A WSe₂ crystal is compressed or stretched by the same percentage along all its axes. A process engineer wants a single number for the change of its band gap per percent of strain, the deformation potential.

Bulk WSe2 (P6_3/mmc, 6 atoms per cell), computed with Ansatz 0.2.0 using PBEsol, plane-wave PAW, a 420 eV cutoff and a 12×12×2 k mesh, scalar-relativistic without spin polarisation. Strain is equal along all axes, relative to the relaxed cell (a = 3.271, c = 13.224 Å); the atoms are relaxed in each strained cell, which is held fixed. The band gaps are indirect.

| strain (%) | volume change (%) | band gap (eV) |
| --- | --- | --- |
| -3 | -8.73 | 0.838 |
| -2 | -5.88 | 0.921 |
| -1 | -2.97 | 0.974 |
| 1 | 3.03 | 1.061 |
| 2 | 6.12 | 1.095 |
| 3 | 9.27 | 0.965 |

**(a) Take the slope between −1 and +1 % and extend the straight line to both ends. Do the misses look like ordinary curvature?**

*Solution.* The slope is $(1.061-0.974)/2=0.0435$ eV per percent. Extended to +3 %, the line gives a gap 0.18 eV too large; at −3 % it is too large by only 0.05 eV.

Curvature adds a term in the square of the strain, which bends both ends by the same amount. At ±2 % the two misses are indeed equal, about 0.01 eV each. At ±3 % they are not, and the gap even falls after rising in every earlier step. A parabola through the four rows from −2 to +2 % still misses by 0.02 eV at −3 % and 0.16 eV at +3 %, rows that it was not fitted to. The analysis printed below gives the details.

**(b) What happens at the ends, and at what strain does the gap turn over?**

*Solution.* An indirect gap is the distance from the highest valence top to the lowest conduction valley, wherever these lie. From −2 to +2 % the calculation finds the top at Γ, the zone centre, and the valley at Q, about halfway from Γ to the zone corner K. At +3 % the lowest valley is K. At −3 % the valence top has moved to K instead, but it has barely overtaken Γ, so that miss is small.

The edges move at different rates because their states are built from different orbitals. At K, both band edges are mainly tungsten d states, held apart by overlap with neighbouring atoms. Stretching weakens this overlap, and the K valley sinks towards the valence band. The valence top at Γ and the Q valley contain more of the selenium orbitals that reach towards the next layer. Coupling between layers pushes this top up and this valley down, so a wider layer spacing should move them apart, in line with the rising gap. This is not the whole effect. Weaker coupling alone should also lower Γ relative to K, yet K is the valence top only in the most compressed row. In the valence band, the stretch within the layers therefore seems to outweigh the wider spacing, and these runs, which scale both together, cannot say how much of the rise of Q is due to each. The distances from Γ to Q and from Γ to K each change smoothly, but the smaller of the two has a kink where they cross.

The turning point follows from the two distances at +2 %. The smallest direct gap there is 1.374 eV, taken to lie at K. The valence top at K lies about 0.255 eV below Γ, by a straight line between estimates for the two end rows. Hence

$$E_{\Gamma\to K}(+2\,\%)\approx 1.374-0.255=1.119\ \text{eV}.$$

It cannot be much lower: the k mesh contains K, yet at +2 % it still finds its lowest valley at Q, 1.112 eV above Γ. The estimate is only $1.119-1.095=0.024$ eV above the tabulated gap to Q. By +3 %, the gap to K has dropped to 0.965 eV, a fall of 0.154 eV, while the parabola lets the gap to Q rise by 0.028 eV. The two therefore approach at 0.182 eV per percent and meet at

$$2+\frac{0.024}{0.182}\approx 2.1\,\%.$$

The result is sensitive to the functional: an error of 0.1 eV in the distance between the valleys would shift it by about half a percent of strain. PBEsol also lacks the long-range dispersion that helps to bind the layers, so the layer spacing from which the strains start is uncertain. Since electrons at Q and K have different masses, one strain coefficient and one electron mass cannot serve on both sides of the turn. A film stretched only in its plane needs its own calculation, because here the layer spacing is scaled too.

**(c) Is the slope near zero strain at least safe?**

*Solution.* Not entirely. If the gap is read only from the 12×12 mesh of k points, it exceeds the tabulated one by 17 to 42 meV in every row where the valley is Q. At +3 %, where the valley is K, the two agree. Symmetry fixes K, and a mesh divisible by three contains it; the Q minimum is free to lie between mesh points. The pattern therefore fits tabulated gaps that come from a finer search of the zone, though the data do not state how they were sampled. The excess shrinks as the crystal expands, so a slope read from the mesh between −1 and +1 % would be about 10 % too small. The tabulated gaps seem free of this error.

A larger doubt comes from spin–orbit coupling, which this calculation leaves out. It can shift the conduction valleys, and with them the turn found in (b), but its largest effect is expected in the valence band. In a single layer of this heavy-tungsten compound it is expected to raise the valence top at K by roughly 0.2 eV and leave Γ nearly in place. In the bulk the rise should be smaller, because coupling between layers has already split the top at K and the two splittings do not simply add. With the full 0.2 eV, the strain at which K and Γ change order would move from about −2.6 % to about +1 %; a smaller rise puts it nearer zero strain.

Below that strain, the gap would run from K to Q. Relative to Γ, the top at K sinks by about 0.06 eV per percent of expansion, which adds to the 0.04 eV found in (a). On that side of the crossing the slope would be about 0.1 eV per percent, more than twice the value from the table, if the coupling leaves the motion of Q unchanged. The crossing may well fall between −1 and +1 %, and then the gap has a kink there and no single slope near zero strain. The smooth inner rows give no hint of this, because the scalar-relativistic calculation keeps the same pair of edges in all of them.

The analysis program printed:

```
Gap and misses:
  row  gap eV  line less gap meV  mesh less table meV
   -3   0.838                 49                 42.2
   -2   0.921                9.5                34.27
   -1   0.974           1.11e-13                27.63
    1   1.061                  0                18.78
    2   1.095                9.5                17.05
    3   0.965                183                -0.49
Slope of tabulated gap from -1 to +1 (eV per % strain): 0.0435
Same as volume deformation potential (eV): 1.45
Slope of mesh gap from -1 to +1 (eV per % strain): 0.03908
Mesh slope below tabulated slope by (%): 10.17
Change of tabulated gap from +2 to +3 (eV): -0.13
fit of band_gap on 4 rows ((conq == 1) & (valg == 1)): constant 1.021 +/- 6.6e-16, coefficient of strain 0.0435 +/- 2.1e-16, coefficient of strain**2 -0.003167 +/- 2.3e-16; rms 3.38e-16, worst -2 -4.44e-16, leave-one-out rms 6.23e-16
  rows outside the fit (model, value, miss): -3 0.8617, 0.838, 0.0237; 3 1.123, 0.965, 0.158
fit of mesh on 4 rows ((conq == 1) & (valg == 1)): constant 1.043 +/- 0.00015, coefficient of strain 0.03917 +/- 4.8e-05, coefficient of strain**2 -0.002349 +/- 5e-05; rms 7.56e-05, worst -1 -9.56e-05, leave-one-out rms 0.000378
  rows outside the fit (model, value, miss): -3 0.9044, 0.8802, 0.0242; 3 1.139, 0.9645, 0.175
Mesh parabola at zero strain less computed mesh gap (meV): 0.02733
K above Gamma in the valence band at -3, estimated (eV): 0.0242
Gamma above K in the valence band at +3 (eV): 0.3113
Strain of the Gamma-K valence crossing, straight-line estimate (%): -2.567
Same with K raised by a rough 0.2 eV for spin-orbit coupling (%): 1.009
Gamma to K gap at +2, estimated (eV): 1.119
```
